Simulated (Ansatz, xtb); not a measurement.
C4H8BP: which of two isomers lies lower

Structure X: `[BH3-][PH+]1C=CC=C1`, a singlet. Structure Y: `C=C/C=C/BP`, a singlet. Both are isolated molecules in the gas phase, relaxed with B3LYP/def2-SVP; each stands in its lowest conformer found.

X (Å):

```tsv
atom	x (Å)	y (Å)	z (Å)
C	-0.4479	-2.1220	1.4308
C	-1.0091	-1.6480	2.5656
C	-1.1022	-0.1798	2.6428
C	-0.6128	0.4771	1.5676
B	-0.8105	-0.6828	-1.4863
P	-0.0740	-0.7316	0.3233
H	-0.2838	-1.6497	-2.0141
H	-0.4136	0.3929	-1.9059
H	-2.0161	-0.7670	-1.3423
H	1.3434	-0.6435	0.3563
H	-0.3063	-3.1728	1.1767
H	-1.3774	-2.2869	3.3730
H	-1.5427	0.3197	3.5101
H	-0.6063	1.5582	1.4256
```

Y (Å):

```yaml
atoms:
  - { symbol: C, position_ang: [0.1777, -2.1564, -1.9021] }
  - { symbol: C, position_ang: [-0.6299, -1.4852, -1.0606] }
  - { symbol: C, position_ang: [-0.3267, -1.2619, 0.3424] }
  - { symbol: C, position_ang: [-1.1157, -0.5804, 1.2182] }
  - { symbol: B, position_ang: [-0.6980, -0.3382, 2.6770] }
  - { symbol: P, position_ang: [-1.7950, 0.5595, 3.9386] }
  - { symbol: H, position_ang: [1.1293, -2.5768, -1.5612] }
  - { symbol: H, position_ang: [-0.0844, -2.3064, -2.9524] }
  - { symbol: H, position_ang: [-1.5762, -1.0742, -1.4324] }
  - { symbol: H, position_ang: [0.6217, -1.6800, 0.7041] }
  - { symbol: H, position_ang: [-2.0569, -0.1752, 0.8202] }
  - { symbol: H, position_ang: [0.3162, -0.8450, 3.0990] }
  - { symbol: H, position_ang: [-0.8389, 1.3047, 4.6816] }
  - { symbol: H, position_ang: [-2.3461, 1.6284, 3.1762] }
```

Problem. Which of the two would you expect CCSD(T)/def2-SVP + ΔMP2/def2-TZVPP electronic energies to favour?

Solution. Too close to call at this level: CCSD(T)/def2-SVP + ΔMP2/def2-TZVPP gives E(Y) − E(X) = −1.59 kJ/mol.

How the difference moves with the method:

```json
{"level": "GFN2-xTB", "geometry": "GFN2-xTB", "E(Y) − E(X) (kJ/mol)": "+102.60", "departure from the last row (kJ/mol)": "+104.18", "job, with rough time for the two": "optimisation, 0.35 s"}
{"level": "HF/STO-3G", "geometry": "GFN2-xTB", "E(Y) − E(X) (kJ/mol)": "+67.45", "departure from the last row (kJ/mol)": "+69.04", "job, with rough time for the two": "single point, 0.84 s"}
{"level": "r2SCAN-D4/def2-SVP", "geometry": "GFN2-xTB", "E(Y) − E(X) (kJ/mol)": "+28.49", "departure from the last row (kJ/mol)": "+30.08", "job, with rough time for the two": "single point, 5.7 s"}
{"level": "B3LYP/def2-SVP", "geometry": "B3LYP/def2-SVP", "E(Y) − E(X) (kJ/mol)": "−37.25", "departure from the last row (kJ/mol)": "−35.66", "job, with rough time for the two": "optimisation, 2.2 min"}
{"level": "HF/def2-SVP", "geometry": "B3LYP/def2-SVP", "E(Y) − E(X) (kJ/mol)": "−66.48", "departure from the last row (kJ/mol)": "−64.89", "job, with rough time for the two": "part of the CCSD(T) run"}
{"level": "MP2/def2-SVP", "geometry": "B3LYP/def2-SVP", "E(Y) − E(X) (kJ/mol)": "−10.05", "departure from the last row (kJ/mol)": "−8.46", "job, with rough time for the two": "part of the CCSD(T) run"}
{"level": "CCSD(T)/def2-SVP", "geometry": "B3LYP/def2-SVP", "E(Y) − E(X) (kJ/mol)": "−25.90", "departure from the last row (kJ/mol)": "−24.31", "job, with rough time for the two": "single point"}
{"level": "CCSD(T)/def2-SVP + ΔMP2/def2-TZVPP", "geometry": "B3LYP/def2-SVP", "E(Y) − E(X) (kJ/mol)": "−1.59", "departure from the last row (kJ/mol)": "", "job, with rough time for the two": "single point, 1.7 min"}
```

As drawn, Y has 1 C–B, 1 C–H, 1 P–H in place of 2 C–P, 2 B–H. Structure X has a 5-membered ring, Y no ring.

The largest departure from CCSD(T)/def2-SVP + ΔMP2/def2-TZVPP is that of GFN2-xTB, 104.18 kJ/mol. The last row adds to CCSD(T) the change of the MP2 difference between the two basis sets, here +24.31 kJ/mol, a large step that makes the value less sure.

With thermal terms from frequencies at re-optimised GFN2-xTB minima (ideal gas, soft modes damped towards free rotors, one conformer each, 298.15 K, 1 atm): on the last row, ΔE + ΔZPE = −0.12, ΔH = +2.99, ΔG = −4.85 kJ/mol.

The correlated steps freeze 10 core orbitals. Programs: Ansatz 0.2.0, xtb 6.7.1; the last row on 2 threads of Intel(R) Xeon(R) Processor @ 2.70GHz on a shared host.

The near-degeneracy reflects a balance between different kinds of bonding. X keeps two P–C bonds and a P→B dative bond, but tying up the phosphorus lone pair removes what little aromaticity a phosphole has. Y gains a C–B bond and conjugation of the diene with boron's empty p orbital. Its phosphorus stays clearly pyramidal, so π donation from P to B is only partial.

In the def2-SVP basis, Hartree–Fock favours Y far too strongly. Correlation recovers much of the gap, probably because it stabilises the compact ring and the dative bond more than the open chain. MP2 overshoots this correction relative to CCSD(T). The further shift towards X in the larger basis suggests that four-coordinate phosphorus needs more polarisation functions.

Entropy favours the floppier chain, which is why ΔH and ΔG differ in sign, but neither establishes a preference. Nor would a gas-phase balance carry over to the bulk, where unhindered phosphinoboranes like Y tend to associate through intermolecular P→B bonds.
